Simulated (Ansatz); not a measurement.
# Mg: pressure against volume scale

Results calculated with Ansatz 0.2.0, not measured. Periodic Kohn-Sham DFT of a crystal at fixed atoms, scaled to volume_scale times the given cell; pressure positive in compression, energy less spherical unpolarised free atoms, largest_vzz the field gradient of largest size among the nuclei.

The cell before it is scaled or strained (space group P6_3/mmc, No. 194):
```
cell vectors (Å)
   3.2093     0.0000     0.0000
  -1.6046     2.7793     0.0000
   0.0000     0.0000     5.2103
atoms (fractions of the cell vectors)
Mg  0.33333  0.66667  0.25000
Mg  0.66667  0.33333  0.75000
```

Settings of every row: method all-electron PAW; functional PBEsol; relativity scalar; k mesh 12x12x7; filling fermi-dirac; smearing width 0.08 eV; nucleus gaussian.

Atom start moment: 0 on all atoms.

Limits: no gap: field gradients move with the k mesh.

```
row  volume scale  V (Å³/atom)  pressure (GPa)  largest V_zz (1e21 V/m^2)
  1          0.94       21.843           1.165                      0.114
  2        0.9405       21.854           1.143                      0.114
  3          0.96       22.307           0.317                      0.112
  4          0.98       22.772          -0.448                      0.111
  5          0.99       23.005               ?                          ?
  6             1       23.237          -1.139                       0.11
  7          1.01       23.469          -1.458                       0.11
  8          1.02       23.702          -1.761                      0.109
  9          1.04       24.166          -2.322                      0.108
 10          1.06       24.631          -2.828                      0.106
```

Question: what pressure should row 5 give?

Worked fit of pressure. Take u = (V_r/V)^(2/3) − 1 with V_r = 23.237 Å³ an atom, which is twice the finite (Eulerian) strain; such expansions in the strain, on which the Birch-Murnaghan equation of state is built, carry the rest volume and the bulk modulus. The shown rows have u = 0.04211, 0.04176, 0.0276, 0.01357, 0, -0.0066, -0.01312, -0.0258, -0.0381. Least squares give pressure = −1.1389 + 49.131 × u + 128.94 × u² + 79 × u³ GPa; a parabola predicts inner rows, each left out in turn, worse (root mean square 0.0013 against 0.0005 GPa). All shown rows lie on it to the printed digit. The pressure vanishes at u = 0.0219, or V = 22.49 Å³ an atom, and there the bulk modulus at fixed shape and fractions is B = −V dP/dV = (2/3)(1 + u) dP/du = 37.4 GPa. Letting shape and atoms relax would as a rule lower it, by much in layered, chain or molecular crystals. The withheld row has u = 0.00671, so the fit gives −1.1389 + 49.131 × (0.00671) + 128.94 × (0.00671)² + 79 × (0.00671)³ = -0.803 GPa.

The calculation gave -0.802 GPa. The fit lies 0.001 GPa (0.025 % of the column's range) below it, one unit of the last digit.

The other values of row 5: largest V_zz 0.111 1e21 V/m^2.
